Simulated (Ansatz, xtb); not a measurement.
# Relative energy of two isomers of C4H9BNP

Structure X: `C=CC[B@@H-]([PH3+])C#N`, a singlet. Structure Y: `C#CB(P)N(C)C`, a singlet. Both are isolated molecules in the gas phase, relaxed with B3LYP-D3(BJ)/def2-SVP; the shapes shown needn't be the lowest conformers.

X (Å):

```xyz
16

C    -0.8753   -1.3247   -0.2636
C    -0.3382   -1.0139    0.9236
C     0.2313    0.3166    1.3053
C     2.5637    1.6725    1.5407
B     1.8525    0.2711    1.4436
N     3.0930    2.7068    1.5685
P     2.5880   -0.5024   -0.2519
H    -1.2300   -2.3347   -0.4874
H    -1.0050   -0.5692   -1.0469
H    -0.2421   -1.8083    1.6762
H    -0.0809    1.0893    0.5825
H    -0.1535    0.6297    2.2923
H     2.2801   -0.5266    2.2629
H     2.3770   -1.8803   -0.4694
H     3.9895   -0.3938   -0.3987
H     2.1347    0.0466   -1.4741
```

Y (Å):

```xyz
16

C     1.5311    1.8128    1.5020
C     1.2746    0.9225    0.7101
C     2.2082    0.7881   -2.1287
C     1.1291   -1.3529   -2.4773
B     0.9103   -0.2319   -0.2319
N     1.3992   -0.2720   -1.5466
P    -0.1306   -1.7051    0.5130
H     1.7563    2.5971    2.2006
H    -1.1974   -1.6969   -0.4370
H    -0.8319   -0.9458    1.4919
H     2.3790    1.5835   -1.3940
H     3.1860    0.3957   -2.4617
H     1.7066    1.2236   -3.0120
H     2.0682   -1.7119   -2.9341
H     0.4665   -1.0211   -3.2979
H     0.6547   -2.2036   -1.9720
```

Quicker runs give these differences E(Y) − E(X): GFN2-xTB −22.9 kcal/mol; HF/STO-3G −17.0 kcal/mol (at GFN2-xTB geometries); r2SCAN-D4/def2-SVP −10.4 kcal/mol (at GFN2-xTB geometries).

Task: Estimate E(Y) − E(X) at the level CCSD(T)/def2-SVP + ΔMP2/def2-TZVPP.

Result: Calculated at CCSD(T)/def2-SVP + ΔMP2/def2-TZVPP: E(Y) − E(X) = −3.0 kcal/mol, so structure Y lies lower.

Level by level:

```csv
level,geometry,E(Y) − E(X) (kcal/mol),departure from the last row (kcal/mol),"job, with rough time for the two"
GFN2-xTB,GFN2-xTB,−22.9,−19.9,"optimisation, 0.42 s"
HF/STO-3G,GFN2-xTB,−17.0,−14.0,"single point, 0.4 s"
r2SCAN-D4/def2-SVP,GFN2-xTB,−10.4,−7.4,"single point, 4.3 s"
B3LYP-D3(BJ)/def2-SVP,B3LYP-D3(BJ)/def2-SVP,−7.6,−4.6,"optimisation, 64 s"
HF/def2-SVP,B3LYP-D3(BJ)/def2-SVP,−6.0,−3.0,part of the CCSD(T) run
MP2/def2-SVP,B3LYP-D3(BJ)/def2-SVP,−3.2,−0.2,part of the CCSD(T) run
CCSD(T)/def2-SVP,B3LYP-D3(BJ)/def2-SVP,−3.8,−0.8,single point
CCSD(T)/def2-SVP + ΔMP2/def2-TZVPP,B3LYP-D3(BJ)/def2-SVP,−3.0,,"single point, 85 s"
```

As drawn, Y has 1 C≡C, 1 B–N, 2 C–N, 2 C–H in place of 1 C=C, 1 C–C, 1 C–B, 1 C≡N, 1 B–H, 1 P–H.

None of the levels shown reverses the order. The largest departure from CCSD(T)/def2-SVP + ΔMP2/def2-TZVPP is that of GFN2-xTB, 19.9 kcal/mol. The last row adds to CCSD(T) the change of the MP2 difference between the two basis sets, here +0.8 kcal/mol.

With thermal terms from frequencies at re-optimised GFN2-xTB minima (ideal gas, soft modes damped towards free rotors, one conformer each, 298.15 K, 1 atm): the zero-point term adds +2.7 kcal/mol; ΔH is −0.2 and ΔG −0.1 kcal/mol. In free energy the two are nearly level.

The correlated steps freeze 11 core orbitals. Mirror images aren't counted in ΔG. Programs: Ansatz 0.2.0, xtb 6.7.1; the last row on 4 threads of Arm Neoverse V1 on a shared host.

The small electronic preference for Y reflects a near-cancellation of large bonding differences. Y is an aminoborane: its nitrogen is planar and the B–N bond short, as expected when the nitrogen lone pair donates into the empty boron p orbital. Phosphorus stays pyramidal and largely keeps its lone pair, so nitrogen is the main π donor. In X, boron is four-coordinate and its octet is completed by a dative bond from phosphine, a weaker form of stabilisation. Against this, X holds the very strong C≡N bond, which probably recovers most of what Y gains from its B–N and C–N single bonds.

The zero-point term of +2.7 kcal/mol works against Y because two stiff C–H bonds take the place of softer B–H and P–H bonds, and it offsets nearly all of the electronic advantage. The results therefore support Y as the lower isomer in electronic energy, but not a clear thermal preference for either. They also say nothing about interconversion, which would require extensive bond reorganisation and could be slow even without a driving force.
